**Boron arsenide: when a larger cell is not a softer one**

Suppose a change of density functional adds a small outward pressure $\Delta P$ to a crystal. The crystal expands until its own resistance balances the push. Its equilibrium volume $V$ grows by the fraction $\Delta P/B$, where $B$ is the bulk modulus, the resistance to uniform compression. Stretched bonds are softer, and this lowers the modulus by $B'\Delta P$, where $B'$ is the slope of the modulus with pressure, close to 4 in all these calculations.

The push itself may also weaken as the crystal expands. Since $B=-V\,dP/dV$, a push that fades with volume adds stiffness. Let $f$ be the percentage by which the push falls when the volume grows by one percent. For a small push the two effects together give

$$\delta B \approx -(B'-f)\,\Delta P .$$

Two limits show what this means. A constant push has $f=0$, and the crystal pays the full price of being stretched. A push that fades as fast as $f=B'$ enlarges the cell and leaves the modulus where it was. The size of the push therefore sets the volume, and its fading decides how much stiffness that growth costs.

ABINIT 10.8.3, plane-wave DFT with PAW datasets for cubic BAs (F-43m, two-atom cell), without spin polarisation, spin–orbit coupling or dispersion correction. All runs use a 10 × 10 × 10 k mesh and Fermi–Dirac smearing of 0.05 eV. Equilibrium volume and bulk modulus come from a fit to energies at seven volumes from 12.81 to 14.44 Å³/atom.

| functional | potentials | wave cutoff | equilibrium volume (Å³/atom) | bulk modulus (GPa) |
| --- | --- | --- | --- | --- |
| LDA | JTH-PAW-LDA-v2.0 | 571.439 eV | 13.235 | 147.70 |
| PBE | JTH-PAW-PBE-v2.0-sp | 408.171 eV | 13.975 | 132.70 |
| revPBE | JTH-PAW-PBE-v2.0 | 408.171 eV | 14.124 | 126.40 |
| RPBE | JTH-PAW-PBE-v2.0-sp | 408.171 eV | 14.242 | 127.10 |
| AM05 | JTH-PAW-PBE-v2.0 | 408.171 eV | 13.553 | 139.30 |
| HCTH407 | JTH-PAW-PBE-v2.0-sp | 408.171 eV | 13.903 | 129.40 |
| LDA-PZ | JTH-PAW-LDA-v2.0-sp | 408.171 eV | 13.339 | 147.50 |
| LDA-VWN | JTH-PAW-LDA-v2.0 | 408.171 eV | 13.235 | 147.60 |
| OLYP | JTH-PAW-PBE-v2.0-sp | 408.171 eV | 13.908 | 130.60 |
| PW91 | JTH-PAW-PBE-v2.0 | 408.171 eV | 13.902 | 131.60 |
| WC | JTH-PAW-PBE-v2.0-sp | 408.171 eV | 13.654 | 140.50 |
| rPW86PBE | JTH-PAW-PBE-v2.0 | 408.171 eV | 14.351 | 122.30 |

**The regular trend**

From LDA-VWN to rPW86PBE the volume per atom grows by about 8% and the modulus falls by about 17%. Each percent of expansion thus costs roughly two percent of stiffness. The formula says why it isn't four. Between the smallest and the largest volume calculated, 12.8 and 14.4 Å³/atom, the extra pressure of rPW86PBE over LDA-VWN drops from 12.4 to 10.0 GPa, which makes $f$ a little less than 2.

The origin of this push is well understood. LDA treats each point of the crystal as part of a uniform electron gas, and it binds solids too tightly. The gradient correction to exchange favours uneven densities; the one to correlation works the other way but is usually weaker. A crystal becomes more uneven as its atoms move apart, so the net correction pushes outward. In the limit of separate atoms nothing is left to gain and the push must vanish, so it is natural that it fades on the way. AM05 and WC, designed with solids in mind, push weakly, PBE and PW91 more strongly, and rPW86PBE most.

**Rows that are too stiff**

Three pairs of similar functionals contradict the rule that a larger cell is softer. WC gives a larger cell than AM05 and yet a modulus higher by 1.2 GPa. PBE stands in the same relation to PW91, and RPBE to revPBE. The last reversal is only 0.7 GPa and the least certain. RPBE has a single calculated volume beyond its minimum, and the slopes of the calculated pressures give the two functionals almost the same modulus. Even equal moduli would leave RPBE too stiff for its larger cell.

The column of potentials shows what the three larger cells have in common. Their datasets carry the ending "sp" and treat arsenic with five valence electrons, keeping its filled 3d shell frozen in the core. The partners treat fifteen electrons, the 3d shell included. Within each pair, then, the functional and the description of the atom change together.

A smooth reference helps to size the breaks. Straight segments in the plane of volume and modulus join LDA-VWN, AM05, PW91, revPBE and rPW86PBE, all with fifteen electrons on arsenic. These five rows lie on the line by construction, so only the other rows can be judged by it. Its far end is the least secure part, since rPW86PBE, like RPBE, has a single calculated volume beyond its minimum. WC, PBE and RPBE lie about 3 GPa above it, and so does LDA-PZ.

LDA-PZ provides the cleanest comparison, since PZ and VWN are two parametrisations of the same electron gas. The frozen-shell row, LDA-PZ, has a volume larger by 0.104 Å³/atom, while the moduli agree within 0.1 GPa. The row named LDA supports reading this as an effect of the dataset. It uses the same fifteen-electron dataset as LDA-VWN with a higher plane-wave cutoff, and gives practically the same volume and modulus. A basis too small for the 3d shell is therefore not behind the shift. The change from VWN to PZ is expected to supply a small part of it, which no row isolates.

Here the estimate can be worked in full. The extra pressure of LDA-PZ over LDA-VWN falls from 1.36 GPa at the smallest volume to 0.81 GPa at the largest, so that

$$f \approx \frac{\ln(1.36/0.81)}{\ln(14.4/12.8)} \approx \frac{0.52}{0.12} \approx 4.3 .$$

This is nearly equal to $B'$, about 4.1 for these two rows. The formula therefore predicts a larger cell with almost no change of modulus, as the table has it. Pressures and moduli come from the same calculations, so the agreement doesn't test LDA against nature. It shows where the missing softening went: the fast-fading push of the dataset paid it back.

On a falling line, such a sideways shift looks like excess stiffness. Between LDA-VWN and AM05 the line drops by about 26 GPa for each Å³/atom, so a shift of 0.1 Å³/atom leaves a point 2.6 GPa too high. The similar distances of WC, PBE and RPBE suggest the same cause. For these three it remains an inference, because no gradient-corrected functional was run with both kinds of dataset.

The frozen 3d shell is the likely physical reason. A shell that is free to respond can lower the energy, and it has most to respond to when the neighbours are close. Freezing it removes a gain that is largest in the compressed crystal, which acts as an outward push that fades quickly on expansion. The calculated pressures have this form, but the two datasets may differ in other details of construction as well.

**Rows that are too soft**

HCTH407 and OLYP also use the frozen shell, so they too should lie about 3 GPa above the line. Instead they lie below it, by 2.2 and 0.9 GPa. Compared with PBE, which has the same kind of dataset and the same cutoff, both have a slightly smaller cell and a lower modulus. The treatment of the 3d shell can't explain this break by itself, because PBE shares it. What differs is the functional. Both were run with a dataset made for PBE, however, so a mismatch between functional and dataset may contribute. RPBE and WC use the same dataset and stay above the line, but they are built much more like PBE.

The fading of the push shows the difference. Measured from LDA with the same kind of dataset, the extra pressure of the other gradient-corrected functionals loses 18 to 22% over the calculated range of volumes. For HCTH407 and OLYP it loses only 10 and 12%, which puts $f$ near 1. These pressures lie slightly below the slope of the energy curves, but the energies themselves give the same separation between the two groups.

With $f$ near 1 instead of 2, each percent of expansion should cost about three percent of stiffness. The table agrees. Starting from LDA-PZ, PBE is 4.8% larger and 10% softer, a ratio of about two. HCTH407 is 4.2% larger and already 12% softer, a ratio of nearly three, and OLYP is close to it.

Why their push fades so slowly can only be argued. Most functionals in the table return to the uniform electron gas, or very nearly so, where the density is flat. OLYP doesn't, in either its exchange or its correlation part. Nor does HCTH407, whose many parameters were adjusted mainly to molecules. Their difference from LDA therefore needn't disappear where gradients are small, and it can change with volume in its own way. Their gradient terms are built differently as well. The exchange correction of OLYP starts at the fourth power of the reduced gradient instead of the second, and the leading exchange term of HCTH407 has the opposite sign to that of PBE. Both are therefore expected to gain relatively more as the crystal expands and the gradients grow. The table separates neither exchange from correlation nor the local part from the gradient part, so it can't tell which matters more.

**What to do with a new row**

Before a volume or a modulus is credited to a functional, compare the datasets. In this crystal the choice of arsenic dataset moves the LDA volume by 0.1 Å³/atom, about a third of the step from LDA-VWN to AM05. If the datasets match, take the extra pressure over LDA at two volumes and see how fast it fades. A loss of about a fifth over this range means the usual two percent of stiffness for each percent of volume, and a smaller loss means a softer crystal than its volume suggests. Whether the frozen shell shifts PBE by the same amount as LDA is still open, and one PBE calculation with the fifteen-electron dataset would settle it.
